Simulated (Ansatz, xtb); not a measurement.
**Relative energy of two isomers of C5H8OSi**

Structure I is `C#CC1([SiH3])COC1`, a singlet and structure II is `C#C[C@@H]1CO[C@H]1[SiH3]`, a singlet. Both are isolated molecules in the gas phase, relaxed with B3LYP-D3(BJ)/def2-SVP.

Energies in hartree; the thermal terms are from GFN2-xTB frequencies at re-optimised GFN2-xTB minima (ideal gas, soft modes damped towards free rotors, one conformer each, 298.15 K, 1 atm) and include the zero-point energy:

|  | I | II |
| --- | --- | --- |
| E, CCSD(T)/def2-SVP | −558.418945 | −558.414747 |
| E, MP2/def2-SVP | −558.319913 | −558.314546 |
| E, MP2/def2-TZVPP | −558.945507 | −558.939847 |
| zero-point energy | 0.107303 | 0.107330 |
| H(298 K) − E | 0.116946 | 0.116963 |
| G(298 K) − E | 0.074123 | 0.073900 |

**Question.** Correct the CCSD(T) difference for the basis set by the MP2 change, then work out ΔE, ΔE₀, ΔH and ΔG for I → II in kcal/mol (1 Eh = 627.51 kcal/mol) and the equilibrium ratio [II]/[I].

**Answer.** 1. Differences II − I: CCSD(T) +0.004198, MP2 in the small set +0.005367, MP2 in the large set +0.005660 Eh.
2. ΔE = +0.004198 + (+0.005660 − (+0.005367)) = +0.004491 Eh = +2.82 kcal/mol.
3. ΔE₀ = ΔE + ΔZPE = +0.004491 + (+0.000027) Eh = +2.84 kcal/mol.
4. ΔH = ΔE + (+0.000017) Eh = +2.83 kcal/mol.
5. ΔG = ΔE + (−0.000223) Eh = +2.68 kcal/mol, so ΔS = (ΔH − ΔG)/T = +2.1 J/(mol K).
6. kT = 0.9442 mEh, so K = [II]/[I] = exp(−ΔG/kT) = exp(−4.52) ≈ 0.011.

Structure I is favoured at this temperature. An error of 1 kcal/mol in ΔG would change K by a factor of 5.4. GFN2-xTB found them nearly level. Mirror images and further conformers aren't counted.

As drawn, both hold the same kinds of bond in the same numbers.

Other levels gave ΔE = +0.3 (GFN2-xTB); +0.8 (HF/STO-3G, GFN2-xTB geometries); +2.6 (r2SCAN-D4/def2-SVP, GFN2-xTB geometries); +2.2 (B3LYP-D3(BJ)/def2-SVP); +1.9 (HF/def2-SVP); +3.4 (MP2/def2-SVP); +2.6 (CCSD(T)/def2-SVP) kcal/mol. The correlated steps freeze 11 core orbitals. Programs: Ansatz 0.2.0, xtb 6.7.1.

The preference for I is electronic in origin, since zero-point energy and enthalpy corrections almost cancel and entropy leans slightly towards II. Both isomers keep the oxetane ring, so ring strain should largely cancel too, and what changes is where silicon sits. In I the silyl group is on the propargylic carbon, where the polarisable C–Si σ bond can donate into the alkyne π* orbitals. In II it is on the carbon next to oxygen, which is already electron-poor and so a less suitable partner for electropositive silicon. Together these effects probably outweigh the crowding of two substituents on one carbon, which the long C–Si bond eases.

Hartree–Fock in the def2-SVP basis already gives +1.9 kcal/mol, so correlation strengthens the preference rather than creating it. MP2 overshoots CCSD(T) in the same basis, perhaps by exaggerating the attraction within the more compact, branched isomer. II is the trans form, so the result doesn't carry over to its cis diastereomer.
